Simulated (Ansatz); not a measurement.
# Ligand exchange: C2H7BrSi + C2H4Br2 → C3H10Si + CHBr3

Gas-phase species: C2H7BrSi `CC[SiH2]Br`, singlet; C2H4Br2 (1,1-dibromoethane) `CC(Br)Br`, singlet; C3H10Si `CC[SiH2]C`, singlet; CHBr3 (bromoform) `BrC(Br)Br`, singlet. The partners trade Br for CH3: Si–Br and C–CH3 bonds give way to Si–CH3 and C–Br.

Shapes, held fixed at every level: PBE0-D4/def2-TZVP. Flexible molecules stand in one conformer, not always the lowest. Programs: Ansatz 0.2.0. The zero-point and thermal change to 298 K, harmonic and unscaled (PBE0-D4/def2-TZVP), is -6.5 kJ/mol.

**Question.** Estimate ΔH(298 K) of this reaction.

**Answer.** The highest level, CCSD(T)/def2-TZVPP, gives ΔH(298 K) = +146.0 kJ/mol; the levels span +139.7 to +160.4. The column of differences is taken from that level and isn't an error. No measured value is set beside it here. Relativity is left out for Br. Outer-core shells of Br are correlated, in sets that cover them unevenly. Times are processor times on shared x86 and Arm servers, and rough.

```
               level                    kind  ΔH(298 K) (kJ/mol)  less CCSD(T)/def2-TZVPP  CPU time (sum over the molecules)
    SPW92/def2-TZVPP                     LDA              +139.7                     -6.3                               18 s
r2SCAN-D4/def2-TZVPP                meta-GGA              +147.0                     +1.0                               67 s
  PBE0-D4/def2-TZVPP           global hybrid              +146.5                     +0.5                               45 s
  wB97M-V/def2-TZVPP  range-separated hybrid              +147.1                     +1.1                            2.7 min
  wB97X-V/def2-TZVPP  range-separated hybrid              +147.8                     +1.8                            1.8 min
       CCSD/def2-SVP   coupled cluster or CI              +160.4                    +14.4                                  –
  CCSD(T)/def2-TZVPP   coupled cluster or CI              +146.0                      0.0                                  –
```

The exchange is strongly endothermic at every level, so bromine clearly prefers silicon to an already brominated carbon. Silicon is much more electropositive than carbon, which makes Si–Br a strongly polar bond with a large ionic contribution, probably helped a little by donation from bromine lone pairs into σ* orbitals on silicon. The reaction gives up that bond for a less polar C–Br bond, and the Si–CH3 bond gained in return doesn't make up for the loss. Gathering three bulky, partially negative bromines on one carbon probably adds to the cost.

The gradient-corrected and hybrid functionals lie within 1.8 kJ/mol of CCSD(T), while LDA falls lower. The high CCSD value can't be assigned to missing triples alone, because its basis is also smaller. With equal numbers of gas molecules on both sides, the entropy change should be modest, so equilibrium at room temperature should lie far towards the bromosilane and dibromoethane. The reaction enthalpy says nothing about how fast the groups would exchange.
